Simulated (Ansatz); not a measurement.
# A series in volume scale on Al

Results calculated with Ansatz 0.2.0, not measured. Free energy against uniform scaling of the volume at fixed shape and fractions; periodic cell, basis, potentials, k mesh and filling as listed.

The cell before it is scaled or strained (space group Fm-3m, No. 225):
```
Al
1.0
      0.0000     2.0248     2.0248
      2.0248     0.0000     2.0248
      2.0248     2.0248     0.0000
Al
1
Direct
  0.00000 0.00000 0.00000
```

Settings of every row: functional PBE; dispersion none; potentials all-electron LAPW; k mesh 12x12x12; k shift 0x0x0; occupations fermi dirac; smearing width 0.1 eV; spin none.

Limits: coarse k mesh, up to 40 meV an atom off.

```
row  volume scale  V (Å³/atom)  energy above lowest point (meV/atom)
  1          0.94       15.606                                  13.6
  2          0.96       15.939                                   5.2
  3          0.98       16.271                                   0.8
  4             1       16.603                                     0
  5          1.02       16.935                                   2.3
  6          1.04       17.267                                     ?
  7          1.06       17.599                                  15.3
```

Question: what energy above lowest point should row 6 give?

Worked fit of energy above lowest point. Take u = (V_r/V)^(2/3) − 1 with V_r = 16.437 Å³ an atom, which is twice the finite (Eulerian) strain; such expansions in the strain, on which the Birch-Murnaghan equation of state is built, carry the rest volume and the bulk modulus. The shown rows have u = 0.03519, 0.02072, 0.00679, -0.00668, -0.0197, -0.04452. Least squares give energy above lowest point = −0.02 + 63.7 × u + 9167 × u² meV/atom; a straight line predicts inner rows, each left out in turn, worse (root mean square 5.7 against 0.047 meV/atom). All shown rows lie on it to the printed digit. Its lowest point lies at u = -0.0035, or V = 16.52 Å³ an atom, and the curvature there gives the bulk modulus at fixed shape and fractions, B = (4/9)(1 + u)² E″(u)/V = 78.5 GPa. The withheld row has u = -0.03231, so the fit gives −0.02 + 63.7 × (-0.03231) + 9167 × (-0.03231)² = 7.5 meV/atom.

The calculation gave 7.5 meV/atom. The fit meets it to the printed digit.
